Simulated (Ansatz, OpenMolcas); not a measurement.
**How basis sets differ on CH6GeO (SMILES C[O][GeH3])**

CH6GeO: 9 atoms, total charge 0, spin state singlet. SMILES: `C[O][GeH3]`. The coordinates come from a PBE0-D4/def2-TZVP relaxation.

```xyz
9

C    -0.4616    0.9395   -0.8796
O    -0.6573   -0.3836   -0.4473
Ge    0.4095   -1.0044    0.8343
H    -1.1944    1.1526   -1.6615
H     0.5409    1.0945   -1.3015
H    -0.6077    1.6668   -0.0692
H     1.8702   -0.9390    0.3451
H    -0.0541   -2.4440    1.0703
H     0.2429   -0.1286    2.0922
```

Quantity: the HOMO–LUMO gap, in eV. The values are calculated.

```
                    level          kind     program  value (eV)  CPU time
        HF/ANO-R0 (sfX2C)  Hartree–Fock  OpenMolcas       13.93     3.8 s
     HF/ANO-RCC-MB (DKH2)  Hartree–Fock  OpenMolcas       17.99       3 s
                HF/STO-3G  Hartree–Fock  OpenMolcas       20.40     1.4 s
                 HF/3-21G  Hartree–Fock      Ansatz       15.38    0.48 s
               HF/cc-pVDZ  Hartree–Fock      Ansatz       15.38     2.6 s
HF/cc-pVDZ (RICD fitting)  Hartree–Fock  OpenMolcas       15.38     6.6 s
```

All-electron rows without a relativistic Hamiltonian named are non-relativistic. The values span 13.93 to 20.40 eV. A Hartree–Fock LUMO above zero doesn't converge with the basis: it sinks as sets grow more diffuse. Orbital gaps aren't excitation energies. CPU times are rough (shared hosts, several kinds of processor and program).

The computed gap depends strongly on the basis set. STO-3G gives the widest gap, 20.40 eV, as expected when the lowest virtual orbital must be built from the same few compact functions as the occupied ones and is pushed up as an antibonding combination. Split-valence functions let it spread outwards and fall, while the HOMO, probably an oxygen lone pair, should respond less.

The two ANO rows, at 17.99 and 13.93 eV, show that a basis family's name doesn't fix the gap. Their scalar-relativistic Hamiltonians should treat the valence shell of germanium almost alike, so the contraction is the likelier source of the difference. Density fitting leaves the cc-pVDZ gap unchanged at the printed precision. The equal value from 3-21G is probably a coincidence and doesn't make the two sets equivalent for other properties. Without separate orbital energies, the split of each shift between HOMO and LUMO remains open.
